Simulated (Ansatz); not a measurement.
**From SiF4 to SiBr4: predicting a member**

Gas-phase molecules. On one Si centre, n of the F ligands are replaced by Br. The HOMO–LUMO gap y in eV at wB97M-V/def2-TZVPP. Shapes: PBE0-D4/def2-TZVP. Programs: Ansatz 0.2.0.

```
molecule  n  y (eV)
    SiF4  0   17.62
  SiBrF3  1       ?
 SiBr2F2  2   12.57
   SiBr4  4   11.17
```

Q: Fit y = c + s·n to the known rows and predict SiBrF3.

A: 
1. Means of the 3 rows: n = 2.00000, y = 13.787.
2. Σ(Δn)² = 8, Σ(Δn·Δy) = -12.9, so the slope is -12.9/8 = -1.6125.
3. Intercept: 13.787 − (-1.6125) × 2.00000 = 17.012. The largest residual of the fit is 1.22.
4. SiBrF3: 17.012 + (-1.6125) × 1 = 15.40 eV.

The run gave 13.78 eV, so the prediction is off by +1.62 eV, more than the largest residual. The step per swap changes from -3.84 to -0.70 eV along the series, so a line misses the bend. Other levels give for SiBrF3: BHLYP-D4/def2-TZVPP 11.76; r2SCAN0-D4/def2-TZVPP 10.12 eV. Orbital gaps aren't excitation energies, and the LUMO depends on the basis. Relativity is left out for Br.

The gap falls with every increase in bromine content, but the first substitution does most of the work: SiBrF3 already lies at 13.78 eV, against 17.62 eV for SiF4 and 11.17 eV for SiBr4. This suggests a change in frontier-orbital character rather than a gradual shift. Bromine is less electronegative than fluorine, and its 4p lone pairs lie well above the F 2p levels, so a single Br is probably enough to take over the HOMO. The weaker Si–Br bond also offers a lower-lying σ* orbital. Further bromines add orbitals of the same kind, whose mutual interaction can narrow the gap only more modestly.

The straight line therefore overestimates SiBrF3 because it treats the first bromine as equivalent to later ones. The smaller gaps from the two global hybrids probably reflect their lower share of long-range exact exchange, and don't by themselves call the trend into question. Gaps alone can't show how much of the drop comes from a rising HOMO and how much from a falling LUMO.
